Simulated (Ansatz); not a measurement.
# Sn2O3: pressure and energy above lowest point against volume per atom

Results calculated with Ansatz 0.2.0 development build, not measured. Equation of state of a cubic crystal from periodic Kohn-Sham density functional theory without spin; pressure corrected for the finite basis.

Cell of the first row (space group Pn-3m, No. 224):
```
CELL_PARAMETERS angstrom
5.14630 0.00000 0.00000
0.00000 5.14630 0.00000
0.00000 0.00000 5.14630
ATOMIC_POSITIONS crystal
Sn 0.25000 0.25000 0.25000
Sn 0.75000 0.75000 0.25000
Sn 0.75000 0.25000 0.75000
Sn 0.25000 0.75000 0.75000
O 0.50000 0.00000 0.00000
O 0.00000 0.50000 0.00000
O 0.00000 0.00000 0.50000
O 0.50000 0.50000 0.00000
O 0.50000 0.00000 0.50000
O 0.00000 0.50000 0.50000
```

Settings of every row: formula Sn2O3; structure type cubic X2O3; functional PBE; spin treatment none; k mesh 7x7x7; occupation method fermi-dirac; occupation width 0.061225619 eV; wave cutoff 700 eV; datasets hard PAW; density cutoff ratio 4.

Limits: a cubic model structure, not a phase known at ambient conditions; modest k-mesh, values are not fully converged in k.

```
row  volume per atom (Å³)  pressure (GPa)  energy above lowest point (meV/atom)
  1                 13.63           7.715                                 19.81
  2                 13.92           4.859                                  8.48
  3                 14.21               ?                                     ?
  4                  14.5           0.003                                     0
  5                 14.79          -2.048                                  1.88
  6                 15.08          -3.889                                  7.29
  7                 15.37           -5.55                                 15.86
```

Question: what pressure and energy above lowest point should row 3 give?

Worked fit of pressure. Take u = (V_r/V)^(2/3) − 1 with V_r = 14.645 Å³ an atom, which is twice the finite (Eulerian) strain; such expansions in the strain, on which the Birch-Murnaghan equation of state is built, carry the rest volume and the bulk modulus. The shown rows have u = 0.04905, 0.03443, 0.00666, -0.00655, -0.01932, -0.0317. Least squares give pressure = −1.0491 + 155.531 × u + 445.81 × u² + 541.3 × u³ GPa; a parabola predicts inner rows, each left out in turn, worse (root mean square 0.012 against 0.007 GPa). The rows lie off it by -0.001, 0.003, -0.004, 0.001, 0.002, -0.001. The pressure vanishes at u = 0.0066, or V = 14.5 Å³ an atom, and there the bulk modulus at fixed shape and fractions is B = −V dP/dV = (2/3)(1 + u) dP/du = 108 GPa. The withheld row has u = 0.02031, so the fit gives −1.0491 + 155.531 × (0.02031) + 445.81 × (0.02031)² + 541.3 × (0.02031)³ = 2.298 GPa.

The calculation gave 2.297 GPa. The fit lies 0.001 GPa (0.0075 % of the column's range) above it, one unit of the last digit.

Worked fit of energy above lowest point. Take u = (V_r/V)^(2/3) − 1 with V_r = 14.645 Å³ an atom, which is twice the finite (Eulerian) strain; such expansions in the strain, on which the Birch-Murnaghan equation of state is built, carry the rest volume and the bulk modulus. The shown rows have u = 0.04905, 0.03443, 0.00666, -0.00655, -0.01932, -0.0317. Least squares give energy above lowest point = 0.475 − 143.98 × u + 10848.2 × u² + 2519 × u³ meV/atom; a parabola predicts inner rows, each left out in turn, worse (root mean square 0.05 against 0.0038 meV/atom). All shown rows lie on it to the printed digit. Its lowest point lies at u = 0.0066, or V = 14.5 Å³ an atom, and the curvature there gives the bulk modulus at fixed shape and fractions, B = (4/9)(1 + u)² E″(u)/V = 108 GPa. The withheld row has u = 0.02031, so the fit gives 0.475 − 143.98 × (0.02031) + 10848.2 × (0.02031)² + 2519 × (0.02031)³ = 2.05 meV/atom.

The calculation gave 2.04 meV/atom. The fit lies 0.01 meV/atom (0.05 % of the column's range) above it, one unit of the last digit.
